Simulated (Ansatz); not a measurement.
## TaN: the change of energy less reference with wave cutoff

All results are calculated (Ansatz 0.2.0). One setting of a density functional single point varied, free energy counted from the run at the reference value, pressure positive in compression; periodic cell, basis, potentials, k mesh and filling as listed.

Structure of every row (space group P-6m2, No. 187):
```
CELL_PARAMETERS angstrom
2.93800 0.00000 0.00000
-1.46900 2.54440 0.00000
0.00000 0.00000 2.88300
ATOMIC_POSITIONS crystal
Ta 0.33333 0.66667 0.50000
N 0.00000 0.00000 0.00000
```

Settings of every row: functional LDA; dispersion none; potentials PAW; k mesh 5x5x5; k shift 0x0x0; occupations gaussian; smearing width 0.15 eV; spin none; extra bands 2; SCF threshold exponent -8; varied setting wave cutoff; reference wave cutoff 600 eV.

Limits: stress loosely converged; no spin-orbit coupling, which can matter with elements this heavy.

Limits of some rows: cutoff under the advised one (row 1, 2).

| row | wave cutoff (eV) | energy less reference (meV/atom) |
| --- | --- | --- |
| 1 | 300 | 166.79 |
| 2 | 375 | 17.87 |
| 3 | 450 | ? |
| 4 | 525 | 0.13 |
| 5 | 600 | 0 |

Question: what energy less reference should row 3 give?

Worked fit of energy less reference. Measure energy less reference from the row at the highest cutoff, 0.00 meV/atom, and take the logarithm of what remains: 300 → 5.12, 375 → 2.88, 525 → -2.04. A straight line through these is ln|rest| = 14.768 − 0.03195 × cutoff, so the rest falls by a factor of e every 31.3 eV; from 3 rows that is a rough guide, not a law, and the row at the highest cutoff isn't the limit itself. At 450 eV the line gives ln|rest| = 0.391, a rest of 1.48 meV/atom, and so 0.00 + 1.48 = 1.48 meV/atom.

The calculation gave 1.11 meV/atom. The fit lies 0.37 meV/atom (33 % of the value, 0.22 % of the column's range) above it; its largest miss of a shown row is 11.43 meV/atom.
